**Q.** These are my results for the vertical ionisation energy of acetylene. Each level is listed with its error against the best estimate of 11.545 eV, so its own gap is that value plus the error. CBS marks the basis-set limit, the other rows are in cc-pVDZ, and the noise is one standard error of the Monte Carlo rows. Which electron leaves, and why is Hartree-Fock so far too low?

Vertical ionisation energy of C2H2 (neutral singlet, RHF; cation doublet, UHF) at the PBE0/def2-TZVP geometry, from Ansatz 0.2.0 and AFQMC afq 1 (own program). Cores are frozen and the basis is cc-pVDZ, except in the CBS rows (def2-TZVPP/QZVPP limit). The best estimate is CCSD(T)/CBS plus the step to CCSDT(Q) in cc-pVDZ.

```csv
level,this level less the best estimate at the basis limit (meV),"statistical noise, one standard error (meV)"
HF,-1719.0,0.00
MP2,-140.0,0.00
CCSD,-403.0,0.00
CCSD(T),-294.0,0.00
CCSDT,-305.0,0.00
CCSDT(Q),-293.0,0.00
ph-AFQMC/CISD,-283.0,22.00
released AFQMC,-317.0,22.00
free AFQMC,-292.0,32.00
HF/CBS,-1740.0,0.00
MP2/CBS,183.0,0.00
CCSD(T)/CBS,-1.0,0.00
```

**A.** The neutral molecule is a plain closed shell. The same calculation shows a linear RHF solution with both πu orbitals filled, stable against singlet and triplet distortion, and a T1 diagnostic of 0.012. The largest double-excitation amplitude is also small, about 0.1, so one determinant dominates. Standard chemistry says that the electron leaves the πu level of the triple bond and gives a ²Πu cation. The size of the gap fits that, but the assignment has not been checked against the cation's occupations.

The HF row is a difference of two self-consistent energies, so the relaxation of the cation's orbitals is already in it. What HF leaves out is correlation, the energy that electrons gain by avoiding one another. The neutral has one more electron and more of this energy, so HF puts the neutral too high relative to the cation and the gap too low. Within cc-pVDZ the amount is the distance from HF to CCSDT(Q): −293 − (−1719) = 1426 meV.

**Q.** Can that 1.4 eV be estimated without calculating the cation?

**A.** Roughly, by counting pairs. Correlation energy is to a first approximation a sum over electron pairs, and N electrons form N(N − 1)/2 of them. With the cores frozen the neutral has ten electrons and 45 pairs, and the cation has nine and 36. If all pairs counted alike, ionisation would remove 9/45 = 1/5 of the neutral's correlation energy, and the fraction is the same for parallel and antiparallel pairs taken separately.

At CCSDT(Q) the neutral's correlation energy in this basis is 7729 meV. One fifth of it is 1546 meV, against the 1426 meV found above, so the estimate is 8 % high. Nothing was fitted, to this row or to any other.

Here the count gives the sign and the rough size and no more, and one molecule does not show how well it carries over to others. Relative to the table it is also 8 % high for CCSD(T), 12 % high for CCSD and 12 % low for MP2. Pairs are not equal, the hole opens excitations that the neutral does not have, and the UHF determinant of the cation already holds some spin polarisation that lowers its energy at the HF level. The last effect alone would make the correlation part of the gap larger, so it cannot explain why the count is too high for the coupled-cluster rows. These reasons are argued, and the numbers do not separate them. The miss at CCSDT(Q), 120 meV, is as large as the differences between good methods, so the count cannot rank them.

**Q.** CCSDT(Q) is the reference level. Why is it itself 293 meV below the best estimate?

**A.** Because every cc-pVDZ row is measured against the basis limit and carries a basis error on top of its method error. The rows that exist at both ends show where that error sits. From cc-pVDZ to the limit the HF gap moves by −21 meV, while the CCSD(T) gap moves by +293 meV and the MP2 gap by +323 meV. The mean-field gap is nearly converged in the small basis, and the shift lies in the correlation.

Theory supplies the reason. The exact wave function has a cusp where two electrons meet, and products of smooth orbitals build it only slowly, with functions of ever higher angular momentum. A small basis therefore recovers only part of each pair energy. If each pair comes out short by a similar fraction, the difference of nine pairs is short by that fraction too, and the gap is again too low. The numbers agree with this picture: cc-pVDZ holds 82 % of the correlation part of the gap at MP2 (1579 of 1923 meV) and the same 82 % at CCSD(T).

To judge methods, subtract the CCSDT(Q) row from the other cc-pVDZ rows. None of the nine lies within 1 kcal/mol (43 meV) of the best estimate, yet five of the other eight lie that close to CCSDT(Q). For CCSD(T) the basis error outweighs the method error of −1 meV completely.

**Q.** MP2 has the smallest error in cc-pVDZ, −140 meV. Is it the better method here, and what would a larger basis do?

**A.** It is not better, since two errors of opposite sign meet in that row. Against CCSDT(Q) in the same basis MP2 is 153 meV too high, and the small basis pulls it down by more than that. The MP2/CBS row exposes this: −140 = +183 − 323 meV, the error at the limit less the basis part.

A larger basis removes the negative part and leaves the positive one. CCSD(T) climbs towards the best estimate, HF hardly moves, and MP2 changes sign on the way to +183 meV, so some intermediate basis may make it look nearly exact by accident. Its method error also grows by 30 meV from cc-pVDZ to the limit, because its correlation part gains 344 meV where that of CCSD(T) gains 314 meV.

**Q.** Why is MP2 too high when CCSD is too low? Both lack correlation energy.

**A.** A gap error depends on which state lacks more. The neutral's total energies are known from the same runs, and adding the change of the gap gives the change for the cation. From MP2 to CCSDT(Q) the neutral falls by 804 meV and the cation by 957 meV. MP2 thus leaves the cation higher than it leaves the neutral, and the gap is 153 meV too large. My guess is that spin contamination of the UHF determinant slows the perturbation series for the cation, which is a known weakness of unrestricted MP2, but it is untested for this ion.

CCSD overturns the balance. It iterates single and double excitations together instead of stopping at second order, which helps the cation far more than the neutral, and what remains is mostly connected triples. Full triples lower the neutral by 308 meV and the cation by only 210 meV, which raises the gap by 98 meV and removes most of the CCSD error of −110 meV. The direction is what the same kind of counting suggests, since ten electrons offer more sets of three than nine, and the number of such sets drops faster than the number of pairs.

**Q.** CCSD(T) is within 1 meV of CCSDT(Q), and the more complete CCSDT is 12 meV away. Does the −1 meV of CCSD(T)/CBS confirm that CCSD(T) is essentially exact?

**A.** No, on two counts. The closeness in cc-pVDZ is partly a cancellation, for the step from perturbative to full triples lowers the gap by 11 meV and the quadruples raise it by 12 meV. Each step is well above the 1 meV uncertainty that rounding puts on such differences, while their sum is not. This holds for this molecule in this basis and is no general rule.

The CBS row is no test at all. The best estimate is CCSD(T) at the limit plus the step to CCSDT(Q) taken in cc-pVDZ, and that step is +1 meV. The −1 meV is the same number with its sign turned.

**Q.** The three AFQMC rows are an independent method. Do they confirm the reference, and which variant is best?

**A.** They agree with it to a few hundredths of an eV and they cannot be ranked. Against CCSDT(Q) the phaseless walk is at +10 meV and the released walk at −24 meV, each with a noise of 22 meV, which makes about half and about one standard error. The free projection is at +1 meV with a noise larger still. The phaseless constraint, which tames the phase problem at the price of a bias of some meV, is therefore not resolved by comparison with the walks that lift it.

The near-zero of the free projection deserves no credit. Its neutral lies 29 meV below CCSDT(Q) and its cation, by difference, 28 meV below, so two deviations of the size of the noise cancel. In the neutral run the energy dropped by 28 meV in the last step of imaginary time, so a plateau is not established. The phaseless and free runs of the neutral both stopped with errors above their target of 10 meV, and neither the constraint bias nor the remainder of the starting state is in the quoted noise.

The independence is limited as well. CCSDT(Q) was accepted as reference on condition that it agreed with the released walk within 25 to 40 meV, so a large disagreement could not have appeared. The trial functions are also built from CCSD amplitudes, and in the neutral's output the released energies come from the phaseless run itself, so those two rows are not independent of each other either.

**Q.** Which digits of 11.545 eV should I believe?

**A.** A noise of zero means only that no random sampling entered. Differences between deterministic rows of one basis are good to 1 meV as statements about those methods. The best estimate rests on one extrapolation of CCSD(T) from two def2 basis sets, whose uncertainty is not given, and on a step beyond CCSD(T) that was taken only in cc-pVDZ, where it is a balance of two opposing terms. The last digit is book-keeping, and the Monte Carlo check supports the small-basis reference only to some 0.02 to 0.03 eV.

As a statement about acetylene I would quote about 11.5 eV. The number is an electronic gap at the fixed geometry of the neutral, with frozen cores and without zero-point or spin-orbit terms, so it is not yet the position of a photoelectron peak. It also assumes that the cation is in its lowest state at all levels. The printed output below lists the main differences used here.

The analysis program printed:

```
level | gap eV | error vs best meV | method error meV | noise meV
HF                9.826  -1719  -1426    0
MP2              11.405   -140   +153    0
CCSD             11.142   -403   -110    0
CCSD(T)          11.251   -294     -1    0
CCSDT            11.240   -305    -12    0
CCSDT(Q)         11.252   -293     +0    0
ph-AFQMC/CISD    11.262   -283    +10   22
released AFQMC   11.228   -317    -24   22
free AFQMC       11.253   -292     +1   32
HF/CBS            9.805  -1740  -1740    0
MP2/CBS          11.728   +183   +183    0
CCSD(T)/CBS      11.544     -1     -1    0
method error: vs CCSDT(Q) in cc-pVDZ, vs best at CBS; rounding 0.5 meV, 1 meV in differences
cc-pVDZ to limit (meV): shift | correlation part DZ, CBS, change | share in DZ
HF         -21
MP2       +323 | 1579, 1923, +344 | 82.1 %
CCSD(T)   +293 | 1425, 1739, +314 | 81.9 %
MP2/cc-pVDZ error -140 = error at limit +183 and basis part -323 meV
step (meV): change of neutral | of cation (derived) | of gap
MP2 to CCSD: -468 | -731 | -263
CCSD to CCSD(T): -297 | -188 | +109
CCSD to CCSDT: -308 | -210 | +98
CCSD(T) to CCSDT: -11 | -22 | -11
CCSDT to CCSDT(Q): -27 | -15 | +12
MP2 to CCSDT(Q): -804 | -957 | -153
pair count 45 to 36: share lost 20 % (meV below, cc-pVDZ)
MP2: neutral corr 6925, estimate 1385, table 1579 (22.8 % lost), misfit -12 %
CCSD: neutral corr 7394, estimate 1479, table 1316 (17.8 % lost), misfit +12 %
CCSD(T): neutral corr 7691, estimate 1538, table 1425 (18.5 % lost), misfit +8 %
CCSDT(Q): neutral corr 7729, estimate 1546, table 1426 (18.5 % lost), misfit +8 %
ph-AFQMC/CISD: +10 +- 22 meV = +0.45 sigma; neutral +0 +- 17, cation +10 +- 14
released AFQMC: -24 +- 22 meV = -1.09 sigma
free AFQMC: +1 +- 32 meV = +0.03 sigma; neutral -29 +- 19, cation -28 +- 26
spread of the three AFQMC gaps 34 meV; neutral error target 10.3 meV
neutral: free run last step -28 meV; release energies span 43 meV
cc-pVDZ rows within 1 kcal/mol (43 meV) of best: 0 of 9; of CCSDT(Q): 5 of 8
basis part of CCSD(T) over its method error and over CCSD's: 293 vs 1 and 110 meV
PBE/cc-pVDZ minus HOMO 6.93 eV, -4.61 eV from best (60 % of it)
```
